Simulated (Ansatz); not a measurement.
## A ladder of methods for BH2SF (SMILES FBS)

The species is BH2SF (5 atoms), meant as a singlet with charge 0. As SMILES, `FBS`. The shape is that of a PBE0-D4/def2-TZVP optimisation. This is one conformer, not always the lowest.

```xyz
5

F    -1.1191   -0.9059   -1.0692
B    -0.4128   -0.3391   -0.1061
S     0.9724    0.6986   -0.5794
H    -0.7120   -0.5309    1.0337
H     1.3214    1.0037    0.6796
```

Each level gives the vertical energy of the triplet above the singlet (eV). The values are calculated.

```tsv
level	kind	program	value (eV)	CPU time (all runs)
HF/STO-3G	Hartree–Fock	Ansatz	5.98	0.33 s
r2SCAN/STO-3G	meta-GGA	Ansatz	6.14	14 s
BHLYP/STO-3G	global hybrid	Ansatz	6.42	4.1 s
r2SCAN0/STO-3G	hybrid meta-GGA	Ansatz	6.28	13 s
HSE06/STO-3G	range-separated hybrid	Ansatz	6.29	6.8 s
BCCD(T)/STO-3G	coupled cluster or CI	Ansatz	6.63	0.74 s
CCSDT(Q)/STO-3G	coupled cluster or CI	Ansatz	?	2.8 s
CCSDTQ/STO-3G	coupled cluster or CI	Ansatz	6.63	2.3 min
FCI/STO-3G	exact in the basis	Ansatz	6.63	52 s
```

Task: Estimate the missing values from the other rows.

Result: As computed at these levels: CCSDT(Q)/STO-3G: 6.64 eV. The values span 5.98 to 6.64 eV. A triplet this far above the singlet is often a Rydberg-like or dissociative state; sets without diffuse functions put Rydberg states too high. All rows use very small basis sets, so even the best lies far from the true value. CPU times are rough (shared hosts, several kinds of processor): they show what a rung costs within a factor of a few.

Hartree–Fock puts the triplet lowest, at 5.98 eV, while full CI gives 6.63 eV. The direction is the expected one: the singlet keeps one more opposite-spin electron pair, so neglecting correlation penalises it more than the triplet, whose parallel spins are already kept apart by exchange. The density functionals recover part of this difference. Exact exchange alone doesn't order the rows, since r2SCAN0 lies above r2SCAN, yet Hartree–Fock lies below both.

BCCD(T) already matches full CI, which suggests that both states are dominated by a single configuration and that excitations beyond perturbative triples matter little for the gap in this basis. A minimal basis has no room for a true Rydberg orbital, so the triplet computed here must be valence in character. It probably involves promotion from the sulfur lone pair, which donates into the formally empty boron p orbital, to a B–S π* or a σ* orbital. The energies alone can't decide between these, and closeness to full CI here does not rank the functionals for larger basis sets.
